\section*{Mulliken--Hush relation: limits, scaling and the I$_2$--benzene band}

\subsection*{Model}
Take orthonormal diabatic states $a$ (no-bond, D\,A) and $b$ (dative, D$^+$A$^-$), with gap $\Delta=E_b-E_a\ge 0$, coupling $H_{ab}$ (phases chosen so that $H_{ab}<0$), dipole difference $\Delta\mu_{ab}=\mu_b-\mu_a\equiv eR$ and $\mu_{ab}=\langle a|\mu|b\rangle=0$. Dipoles are components along the charge-transfer (CT) axis. The eigenstates are $\psi_1=a\cos\theta+b\sin\theta$ and $\psi_2=-a\sin\theta+b\cos\theta$, with
\begin{equation}
\lambda\equiv\frac{2|H_{ab}|}{\Delta}=\tan2\theta,\qquad \Delta E=\sqrt{\Delta^2+4H_{ab}^2}.
\end{equation}
Rotating the dipole matrix gives $\mu_{12}=\tfrac12\Delta\mu_{ab}\sin2\theta$ and $\Delta\mu_{12}=\mu_{22}-\mu_{11}=\Delta\mu_{ab}\cos2\theta$. Since $\sin2\theta=2|H_{ab}|/\Delta E$,
\begin{align}
|H_{ab}|&=\frac{|\mu_{12}|\,\Delta E}{\Delta\mu_{ab}},\qquad \Delta\mu_{ab}^2=\Delta\mu_{12}^2+4\mu_{12}^2,\\
c^2&=\sin^2\theta=\tfrac12\Big[1-\sqrt{1-4H_{ab}^2/\Delta E^2}\Big].
\end{align}
This is the generalised form of Cave and Newton (1996). The ionicity $c^2$ is the weight of $b$ in the ground state. For $\Delta<0$ the root changes sign and $c^2\to1-c^2$; the intensity alone cannot tell these branches apart.

\subsection*{Dimensional analysis}
The inputs are two energies and one dipole, so every ratio depends on $\lambda$ alone. The counterpart built from the spectrum is
\begin{equation}
x\equiv\frac{|\mu_{12}|}{\Delta\mu_{ab}}=\frac{|H_{ab}|}{\Delta E}\le\frac12,\qquad x^2=c^2(1-c^2),
\end{equation}
and a Stark-type $\Delta\mu_{12}$ gives $\lambda=2|\mu_{12}|/\Delta\mu_{12}$ directly. The orientation-averaged oscillator strength $f=2m_e\Delta E\,\mu_{12}^2/3\hbar^2e^2$ brings in one more energy, $E_R=\hbar^2/m_eR^2=7.62\ \mathrm{eV\,\AA^2}/R^2$:
\begin{equation}
f=\frac{2H_{ab}^2}{3E_R\Delta E},\qquad \frac{f}{f_{\max}}=4x^2,\qquad f_{\max}=\frac{\Delta E}{6E_R}.
\end{equation}
Here $f_{\max}$ is the algebraic ceiling of the model. With $f=4.32\times10^{-9}\int\varepsilon\,d\tilde\nu$ ($\varepsilon$ in M$^{-1}$cm$^{-1}$, $\tilde\nu$ in cm$^{-1}$, no local-field factor) and a narrow Gaussian band of area $1.064\,\varepsilon_{\max}\Delta\tilde\nu_{1/2}$ (full width at half maximum), this becomes Hush's working formula, with $R$ in \AA:
\begin{equation}
|H_{ab}|/\mathrm{cm^{-1}}=0.0206\,\sqrt{\varepsilon_{\max}\tilde\nu_{\max}\Delta\tilde\nu_{1/2}}\,/R .
\end{equation}

\subsection*{Weak mixing, $\lambda\ll1$}
\begin{align}
\Delta E&=\Delta\,(1+\tfrac12\lambda^2-\dots), & x&=\tfrac12\lambda\,(1-\tfrac12\lambda^2+\dots),\\
c^2&=\tfrac14\lambda^2-\tfrac3{16}\lambda^4+\dots=x^2+x^4+2x^6+\dots, & f&=\frac{2H_{ab}^2}{3E_R\Delta}(1-\tfrac12\lambda^2+\dots).
\end{align}
At fixed coupling and distance, $f\propto1/\Delta$ but $c^2\propto1/\Delta^2$. At fixed spectrum, $|H_{ab}|\propto1/R$ exactly, while $c^2\propto R^{-2}$ and the ground-state CT dipole $c^2eR\propto1/R$ to leading order.

\subsection*{Strong mixing, $\lambda\gg1$}
\begin{align}
\Delta E&=2|H_{ab}|\,(1+\tfrac12\lambda^{-2}-\dots), & x&=\tfrac12(1-\tfrac12\lambda^{-2}+\dots),\\
c^2&=\tfrac12-\tfrac12\lambda^{-1}+\tfrac14\lambda^{-3}-\dots, & f&=\frac{|H_{ab}|}{3E_R}(1-\tfrac12\lambda^{-2}+\dots).
\end{align}
Now $f$ is linear in the coupling, $\Delta\mu_{12}\to\Delta\mu_{ab}/\lambda$, and $|H_{ab}|\to\Delta E/2$. The ionicity leaves $\tfrac12$ at first order in $1/\lambda$, the intensity only at second order. Hence
\begin{equation}
\frac{d\ln c^2}{d\ln x}=\frac{2(1-c^2)}{1-2c^2}
\end{equation}
starts at 2 and diverges at resonance, where $c^2$ must come from $\Delta\mu_{12}$ instead. An assumed $R<2|\mu_{12}|/e$ gives $x>\tfrac12$ and no real solution.

\subsection*{Crossovers}
\begin{itemize}
\item The regimes meet at $\lambda=1$: $\Delta\mu_{12}=2|\mu_{12}|$, $f=f_{\max}/2$, $x=0.354$, $c^2=0.146$.
\item Since $x^2/c^2=1-c^2$, the estimate $c^2\approx x^2$ is 10\,\% low at $c^2=0.1$, that is $x=0.30$, $\lambda=0.75$.
\item Putting $\Delta\mu_{12}$ in place of $\Delta\mu_{ab}$ inflates $|H_{ab}|$ by $\sqrt{1+\lambda^2}$, which reaches 10\,\% at $\lambda=0.46$.
\end{itemize}

\subsection*{I$_2$--benzene}
The inputs are typical values for an inert solvent: $\lambda_{\max}\approx290$ nm, $\varepsilon_{\max}\approx1.5\times10^4$ M$^{-1}$cm$^{-1}$, $\Delta\tilde\nu_{1/2}\approx5000$ cm$^{-1}$. We assume I$_2$ roughly perpendicular to the ring, over a C--C bond. Exactly on the $C_6$ axis the HOMO ($e_1$) $\to\sigma^*$ ($a_1$) state has $E_1$ symmetry and $H_{ab}=0$. With the near iodine about 3.4 \AA\ from the ring, an I--I bond of about 2.67 \AA\ and $\sigma^*$ centred at its midpoint, $R\approx4.7$ \AA.

Then $\Delta E=4.28$ eV ($3.45\times10^4$ cm$^{-1}$), $f=0.345$ and $|\mu_{12}|=0.96\ e$\AA\ $=4.6$ D, so $R$ must exceed 1.9 \AA. For $R=4.7$ \AA, $\Delta\mu_{ab}=22.6$ D, $E_R=0.345$ eV, $f_{\max}=2.07$ and $f/f_{\max}=0.167$. The outer rows bracket the uncertain distance.
\begin{center}
\begin{tabular}{cccccc}
$R$/\AA & $x$ & $\lambda$ & $|H_{ab}|$/eV & $c^2$ & $c^2eR$/D\\\hline
3.4 & 0.282 & 0.68 & 1.21 & 0.087 & 1.4\\
4.7 & 0.204 & 0.45 & 0.87 & 0.044 & 1.0\\
6.0 & 0.160 & 0.34 & 0.68 & 0.026 & 0.8
\end{tabular}
\end{center}
In the middle row $|H_{ab}|=7.0\times10^3$ cm$^{-1}$, $\Delta=3.90$ eV and $\Delta\mu_{12}=20.6$ D. The model complex is weakly mixed, with visible corrections: $x^2=0.042$, $\sqrt{1+\lambda^2}=1.10$, sensitivity 2.1. Mixing lowers the ground state by $(\Delta E-\Delta)/2=c^2\Delta E=0.19$ eV. That is not the binding energy, because repulsion, dispersion and electrostatics sit inside $E_a$. At this coupling $\lambda=1$ needs $\Delta=1.7$ eV, a much stronger donor, with the band at 2.5 eV.

\subsection*{Neglected terms and their size ($R=4.7$ \AA)}
\emph{Borrowed intensity.} For $\mu_{ab}\neq0$,
\begin{equation}
\mu_{12}=\tfrac12\Delta\mu_{ab}\sin2\theta+\mu_{ab}\cos2\theta .
\end{equation}
If $b$ mixes with amplitude $\eta$ into a local excitation $L$, then $\mu_{ab}=\eta\,\mu_{aL}$. An illustrative $\eta=0.2$, close to $c$ itself, and an approximate 5 D for the strong bond-polarised far-UV transition of I$_2$ give $\pm1$ D. Solving for $\theta$ at fixed $\mu_{12}$ yields $|H_{ab}|=0.69$ eV, $c^2=0.027$ for the plus sign and 1.04 eV, 0.063 for the minus sign.

\emph{Local field.} In the Lorentz model $\mu_{12}$ is multiplied by $\sqrt{9n}/(n^2+2)=0.88$ for a typical $n\approx1.46$, giving 0.77 eV and $c^2=0.033$.

\emph{Induction.} The benzene quadrupole (Buckingham convention, $|\Theta_{zz}|\approx8.7$ D\,\AA) polarises I$_2$ (parallel polarisability volume $\alpha'\approx15$ \AA$^3$), both values approximate. A point-multipole estimate on the ring axis gives $3\alpha'|\Theta_{zz}|/R^4=0.8$ D, in the same direction as the CT dipole and of the same size, so a ground-state dipole does not fix $c^2$.

The model's result is $|H_{ab}|\approx0.9$ eV and $c^2\approx0.04$, the latter uncertain by up to a factor of two. Its CT and induced dipoles add to 1.8 D. Values typically quoted for the complex run from about 0.7 D to about 1.8 D, so the model sits at the top of that range and exceeds the low end more than twofold; its ionicity is more likely too high than too low.